## Two functionals on one lattice: simple cubic metals of period 5

A change of exchange-correlation functional moves both the equilibrium volume of a metal and its stiffness, and the two shifts are linked through the equation of state. The table sets PBEsol, a gradient functional, beside r2SCAN, which also uses the kinetic-energy density. None of these metals is simple cubic in nature. The lattice is held in that symmetry without a test of its stability, so the table compares two functionals with each other and does not tell which is nearer to a real metal.

Simple cubic metals of period 5, computed with Ansatz 0.2.0: plane waves, scalar-relativistic PAW datasets made for PBE, cutoff 420 eV (PBEsol) or 500 eV (r2SCAN), Fermi-Dirac smearing of 0.1 eV. Third-order Birch-Murnaghan fits to seven volumes use energies extrapolated to zero smearing. PBEsol runs have no spin polarisation; r2SCAN moments are the largest in atomic spheres.

| element | Z | valence electrons | k mesh | volume per atom, PBEsol (Å³) | volume per atom, r2SCAN (Å³) | bulk modulus, PBEsol (GPa) | bulk modulus, r2SCAN (GPa) | largest site moment, r2SCAN (μB) | magnetic order, r2SCAN | bulk modulus pressure derivative, PBEsol | volume per atom, r2SCAN over volume per atom, PBEsol, less one (%) | bulk modulus, r2SCAN over bulk modulus, PBEsol, less one (%) |
| --- | --- | --- | --- | --- | --- | --- | --- | --- | --- | --- | --- | --- |
| Rb | 37 | 1 | 8×8×8 | 93.07 | 98.21 | 2.34 | 2.18 | 0.00 | no spin polarisation | 3.80 | 5.5 | -7.1 |
| Y | 39 | 3 | 11×11×11 | 32.58 | 35.60 | 29.1 | 26.2 | 0.59 | ferromagnetic | 2.93 | 9.3 | -10.2 |
| Nb | 41 | 5 | 13×13×13 | 19.30 | 19.83 | 145 | 131 | 0.00 | non-magnetic | 3.98 | 2.7 | -10.2 |
| Mo | 42 | 6 | 14×14×14 | 16.95 | 17.29 | 208 | 198 | 0.00 | no spin polarisation | 4.20 | 2.0 | -4.4 |
| Ru | 44 | 8 | 14×14×14 | 15.26 | 15.45 | 247 | 239 | 0.00 | non-magnetic | 4.66 | 1.3 | -3.0 |
| Rh | 45 | 9 | 14×14×14 | 15.59 | 15.84 | 213 | 203 | 0.00 | no spin polarisation | 5.01 | 1.6 | -4.4 |
| Ag | 47 | 11 | 13×13×13 | 19.36 | 20.02 | 88.3 | 79.1 | 0.00 | no spin polarisation | 5.63 | 3.4 | -10.4 |
| Cd | 48 | 12 | 12×12×12 | 24.51 | 25.51 | 42.1 | 37.5 | 0.00 | no spin polarisation | 5.83 | 4.1 | -10.9 |

$Z$ is the atomic number and the k mesh is the sampling of the Brillouin zone for PBEsol. $V$ is the volume per atom at zero pressure, $B=-V\,dP/dV$ the bulk modulus there, and $B'=dB/dP$ its pressure derivative; moments are in Bohr magnetons, $\mu_B$. The last two columns give the relative change of $V$ and of $B$ from PBEsol to r2SCAN. "Non-magnetic" marks a run in which a moment was allowed and vanished, whereas under "no spin polarisation" the zero is imposed.

### 1. Which metal is smallest and stiffest, and why?

Ru, with both functionals: the volume falls from Rb to Ru and rises again to Cd, and $B$ does the reverse, reaching 247 GPa with PBEsol. The filling of the 4d band accounts for this in outline. In the Friedel model, a band of width $W$ and constant density of states holding $N_d$ electrons gains the energy $W N_d(10-N_d)/20$, because bonding states fill first and antibonding states last. Since $W$ grows as the atoms approach, this term pulls the lattice in, hardest near half filling.

With roughly one valence electron in the sp band, half filling would fall near Mo. The atoms also shrink as $Z$ rises, and this carries the smallest volume a little further along the row. At the two ends the model has no d pull: Rb has one s electron in a very large cell, and in Ag and Cd the d shell is full. $B'$ rises from 2.93 in Y to 5.83 in Cd. Full shells repel steeply on compression, which may explain the high values of Ag and Cd, but not the steady rise through the open-shell metals before them.

### 2. Which functional gives the larger volume, and what sets the size of the difference?

r2SCAN gives the larger volume in every row, by 1.3 % in Ru up to 9.3 % in Y. Theory argues the sign as follows. Corrections to the local exchange energy reward an uneven density, and stretching a solid makes its density more uneven and more atom-like. PBEsol keeps this reward weak, at the level proper to a slowly varying gas, while r2SCAN grants more where the density looks atomic and so favours the stretched lattice. The table shows the sign alone, and the difference also contains the two cutoffs, k meshes that may differ, and the PBE datasets used under both functionals, a mismatch that the PBEsol runs flagged.

For the size, write $E_{\rm r2SCAN}(V)=E_{\rm PBEsol}(V)+\Delta E(V)$. The difference acts as an extra pressure $\Delta P=-d\Delta E/dV$, and the new minimum $V_1$ lies where $\Delta P$ cancels the tension of the stretched PBEsol solid. With $V_0$ and $B_0$ the PBEsol values, to first order

$$x\equiv\frac{V_1-V_0}{V_0}\approx\frac{\Delta P}{B_0}=\frac{\Delta P\,V}{B_0V}.$$

The expansion is a push divided by a stiffness. Among the seven rows without a moment it falls strictly as $B_0$ rises, from Rb through Cd, Ag, Nb, Mo and Rh to Ru.

Softness fixes the order but not the size, because the push differs from metal to metal. A common $\Delta P$ would give $x\propto B_0^{-1}$, whereas a power law fitted to the seven rows has the exponent $-0.27$ and an rms error of 28 % of the expansion. Rb alone pulls the exponent so near zero; the other six rows give $-0.62$, still short of $-1$. Read off the PBEsol curves, $\Delta P$ lies between about 3 and 4 GPa from Nb to Ag, drops by half in Cd and is only a tenth of a gigapascal in Rb.

As an energy per unit strain, $\Delta P\,V$ is 0.07 eV in Rb against 0.24 to 0.50 eV in the metals with d electrons. A likely reason is that the valence electron of Rb is close to a uniform gas, the limit in which the two functionals are built to agree, while d shells are compact and uneven. This is a guess, since nothing here resolves $\Delta E$ by region or by shell. The practical point holds without it: Rb shows a large relative shift because it is extremely soft, although its two energy curves differ least in slope.

### 3. Is r2SCAN softer simply because its lattice is larger?

The expansion is more than enough to explain the softening in seven rows (among them Y, where a moment also enters, see question 5), and just enough in Nb. A solid softens when stretched, $B_{\rm PBEsol}(V_1)\approx B_0(1-B'x)$. If $\Delta P$ did not depend on volume, $\Delta E$ would be a straight line with no curvature, and r2SCAN would merely slide the metal along its PBEsol curve. That picture predicts a loss of 21.4 % for Cd where the table has 10.9 %, and of 5.6 % for Ru where it has 3.0 %.

The correction follows from the same split of the energy. Differentiating the total pressure gives $B_1=B_{\rm PBEsol}(V_1)-V\,d\Delta P/dV$ for the r2SCAN modulus. If the push decays locally as $\Delta P\propto V^{-q}$, the last term is $+q\,\Delta P$, and with $\Delta P\approx B_0x$,

$$B_1=B_{\rm PBEsol}(V_1)+q\,\Delta P,\qquad \frac{B_1-B_0}{B_0}\approx-(B'-q)\,x .$$

A positive $q$ is the natural case, because $\Delta E$ must level off as the atoms separate and the push must die away. A push that weakens on expansion and strengthens on compression is itself a spring. At equal volume r2SCAN is therefore stiffer than PBEsol, clearly so in all rows but Nb, although at its own larger volume it is softer.

### 4. Does one value of $q$ serve the whole row?

Roughly, for six of the seven rows without a moment; a least-squares fit to all seven, Nb included, gives $q=2.23$. Ag, one of the fitted rows, shows the steps with the third-order Birch-Murnaghan form and the strain $f$:

$$f=\tfrac12\left[\left(\tfrac{19.36}{20.02}\right)^{2/3}-1\right]=-0.01105,\qquad (1+2f)^{5/2}=0.9457,$$

$$\Delta P=-3B_0f(1+2f)^{5/2}\left[1+\tfrac32(B'-4)f\right]=88.3\times0.03315\times0.9457\times0.9730=2.69\ \text{GPa},$$

$$B_{\rm PBEsol}(V_1)=B_0(1+2f)^{5/2}\left[1+(3B'-5)f+\tfrac{27}{2}(B'-4)f^2\right]=88.3\times0.9457\times0.8713=72.8\ \text{GPa},$$

$$B_1=72.8+2.23\times2.69=78.8\ \text{GPa}.$$

The table has 79.1 GPa. Sliding alone removes 15.5 GPa, and the spring of the extra pressure gives back 6.0 GPa of it.

The common $q$ cuts the rms error in the modulus change from 6.9 to 2.4 percentage points over the seven rows, and most of what is left belongs to Nb. The value is an average and no constant of nature. Row by row, the six regular metals need $q$ from 1.9 (Mo) to 3.0 (Cd), a spread well beyond what rounding allows, and no mechanism is assigned to the number.

A second one-parameter rule, $B\propto V^{-cB'}$ with $c=0.52$ from the same seven rows, does equally well at 2.2 points. It is better for Cd and worse for Rb, so the table does not choose between the two forms. What both say is easy to carry: for Mo, Ru, Rh, Ag and Cd the softening is 50 to 58 % of what $B'$ and the expansion suggest. The row-by-row results stand in the printed output at the end of the document, after section 8.

### 5. Why does Y expand most, although Rb is far softer?

The Y row compares two different states: r2SCAN finds a ferromagnet with 0.59 $\mu_B$ per site, while the PBEsol run had spin switched off, and for this reason Y was kept out of the fits. A moment pushes a lattice outward, because exchange splitting costs less band energy when the band is narrow, and bands narrow on expansion. Judged by the density of states alone, Y is the row most prone to it. The smearing entropy of the PBEsol runs, through $TS=(\pi^2/3)\sigma^2g$ with $\sigma$ the smearing width, gives a density of states at the Fermi level of $g\approx2.25$ per eV, against 1.5 for Rh, the next highest, where the zero moment under r2SCAN is imposed and so does not show that the metal would stay non-magnetic. SCAN-type functionals are known to favour magnetism in metals too much and a one-atom cell allows no antiferromagnetic order, so the moment describes this calculation only.

How much of the expansion is magnetic can only be guessed, and two reasonable guesses disagree. If Y followed the ordering by softness, it would lie between Rb and Cd, and it exceeds them by 3.7 and 5.2 points. Those two are not open-shell d metals, however, and the push $\Delta P\,V$ of Y, 0.50 eV, is not far above the 0.43 eV of Mo.

Scaling the expansion by the ratio of these pushes gives $9.3\times0.43/0.50\approx 8$ %, which leaves only about one point to the moment. On this second reading Y expands most because it meets a push of d-metal size with a modulus below that of Cd. An r2SCAN run without spin would decide between the two.

### 6. What does the smearing change, and which digits can be trusted?

The tabulated curves use energies extrapolated to zero smearing, $E_0=F+TS/2$, while the stress of a run is the derivative of the free energy $F$. The two pressures therefore differ by $\tfrac12\,d(TS)/dV$, and this can be checked on the compressed PBEsol cells at the scaling 0.96. For Y the stress is 1.157 GPa, the tabulated curve gives 1.036 GPa, and the smearing term of 0.116 GPa closes nearly all of the gap. In every row the remainder lies within the rounding of the cell edge and volume.

Divided by $B_0$, the same term is the shift in volume that a fit to $F$ would have produced: about 0.4 % in Y, 0.3 % in Rb, at most 0.2 % elsewhere and nil in Ag, whose entropy hardly changes with volume. It grows as $\sigma^2$ as long as the density of states is smooth over the width. The fourth figure of a volume, and in Rb and Y the third as well, thus depends on how the smearing is treated, and mixing the two conventions would blur an expansion as small as that of Ru by a tenth of its size. This check covers PBEsol under compression only, whereas $q$ is read on the stretched side.

Small differences of rounded entries need care as well. The two moduli of Rb differ by 0.16 GPa, and their rounded ratio gives a loss of 6.8 % where the column has 7.1 %. The $q$ of the stiff metals is the least sharp, 2.2 ± 0.2 for Ru from rounding alone, because it divides one small shift by another. The signs of both changes and the order of the expansions survive the rounding. The sign of $q$ in Nb does not. Errors of the fits come on top and weigh more: an error of one per cent in the r2SCAN modulus moves $q$ by $0.01\,B_0/\Delta P$, about 0.8 in Ru, so in the stiff metals even the first figure of $q$ is open to doubt.

### 7. What would a neighbouring series do?

The ingredients carry over in words, untested here. In the close-packed or body-centred structures each atom has more neighbours and the metals are generally denser and stiffer, so a similar push would give a smaller relative expansion, with the same dip near the middle of the row. In period 4 the 3d band is narrower and several metals are magnetic. Rows like Y would then be common, and both functionals would have to be run in the same spin state before $x$ or $q$ meant anything.

### 8. Why does Nb soften as much as Ag on a smaller expansion?

The numbers locate the anomaly without explaining it. Nb loses 10.2 % of its modulus, and sliding along the PBEsol curve predicts 10.4 %. Its own $q$ is 0.06 ± 0.09, so the extra pressure behaves as if it did not depend on volume, and both fitted rules miss the row by about five points. Its expansion, in contrast, sits in the regular order between Ag and Mo, which places the irregularity in the curvature alone.

The PBEsol curve of Nb reproduces the computed stress under compression to about 2 %, which speaks against a gross fault in that fit. One hint is that its smearing entropy dips slightly and then rises with volume, whereas it rises steadily in Y, Mo, Ru and Rh. A band edge crossing the Fermi level near equilibrium could bend the two energy curves differently, but this is a guess, and a mesh effect or a poor r2SCAN fit would look the same in the table. So would a moment that appears only in the stretched cells of the r2SCAN fit, where spin was allowed, because it would lower their energy and flatten the curve. The open question is whether $q\approx0$ for Nb survives when both functionals are run on one finer mesh and their pressures are subtracted volume by volume.

The analysis program printed:

```
Expansion; dP = tension on the PBEsol curve at the r2SCAN volume
el  dV %  (rounding)  edge shift A  dP GPa  dP*V eV  B*V eV
Rb  5.52  (0.01)  0.082  0.11  0.07  1.4
Y   9.27  (0.03)  0.096  2.26  0.50  5.9
Nb  2.75  (0.05)  0.024  3.72  0.46  17.5
Mo  2.01  (0.06)  0.017  3.96  0.43  22.0
Ru  1.25  (0.07)  0.010  2.97  0.29  23.5
Rh  1.60  (0.06)  0.013  3.26  0.32  20.7
Ag  3.41  (0.05)  0.030  2.69  0.34  10.7
Cd  4.08  (0.04)  0.039  1.50  0.24  6.4
rank correlation of dV with B, seven rows without moment: -1.00
dV ~ B^s, seven rows without moment: s = -0.27 (common dP needs -1), rms 28 %, Rb +22 %, Y -63 %
dV ~ B^s, six of them, s-metal Rb aside: s = -0.62 (common dP needs -1), rms 17 %, Rb +406 %, Y -36 %
Y (moment 0.59 muB, not fitted): dV above Rb by 3.7, above Cd by 5.2 points
Softening, fits on seven rows: common q = 2.23 (median 2.20); B ~ V^(-c B'), c = 0.52
el  dB % table | q=0 | common q | c B' | -dlnB/dlnV, over B' | own q +- rounding
Rb   -7.1 |  -18.9 |   -8.1 |  -10.1 | 1.37, 0.36 | 2.44 +- 0.01
Y   -10.2 |  -24.1 |   -6.8 |  -12.7 | 1.21, 0.41 | 1.79 +- 0.01
Nb  -10.2 |  -10.4 |   -4.6 |   -5.5 | 3.97, 1.00 | 0.06 +- 0.09
Mo   -4.4 |   -8.1 |   -3.8 |   -4.3 | 2.27, 0.54 | 1.93 +- 0.10
Ru   -3.0 |   -5.6 |   -3.0 |   -3.0 | 2.46, 0.53 | 2.20 +- 0.18
Rh   -4.4 |   -7.7 |   -4.3 |   -4.1 | 2.83, 0.56 | 2.18 +- 0.15
Ag  -10.4 |  -17.6 |  -10.8 |   -9.4 | 3.28, 0.58 | 2.36 +- 0.07
Cd  -10.9 |  -21.4 |  -13.5 |  -11.4 | 2.89, 0.50 | 2.96 +- 0.04
q=0: rms 6.9 points, worst Rb -11.8, Nb -0.2, other six rms 7.5, Y -13.9
common q: rms 2.4 points, worst Nb +5.6, Nb +5.6, other six rms 1.2, Y +3.4
c B': rms 2.2 points, worst Nb +4.7, Nb +4.7, other six rms 1.3, Y -2.5
rounding of dB: 0.05 points, plus up to 0.3 points in the models through dV
PBEsol at scaling 0.96, GPa: stress | fit | smearing term | remainder (rounding) | its dV % | states/eV
Rb 0.083 | 0.076 | +0.008 | -0.000 (0.001) | +0.33 | 0.79
Y  1.157 | 1.036 | +0.116 | +0.005 (0.018) | +0.40 | 2.25
Nb 5.837 | 5.679 | +0.066 | +0.092 (0.120) | +0.05 | 0.89
Mo 7.825 | 7.542 | +0.231 | +0.053 (0.184) | +0.11 | 1.05
Ru 11.269 | 10.675 | +0.381 | +0.213 (0.232) | +0.15 | 1.44
Rh 9.280 | 8.806 | +0.434 | +0.040 (0.198) | +0.20 | 1.48
Ag 4.024 | 4.026 | -0.000 | -0.002 (0.073) | -0.00 | 0.31
Cd 2.048 | 1.965 | +0.078 | +0.005 (0.031) | +0.19 | 0.46
Nb TS at scalings 0.88, 0.92, 0.96: 0.0287, 0.0286, 0.0293 eV
free-electron B, Rb (1 s electron): 2.04 GPa, PBEsol/model 1.15; B' 1.67 against 3.80
free-electron B, Ag (1 s electron): 27.90 GPa, PBEsol/model 3.16; B' 1.67 against 5.63
free-electron B, Cd (2 s electron): 59.79 GPa, PBEsol/model 0.70; B' 1.67 against 5.83
```
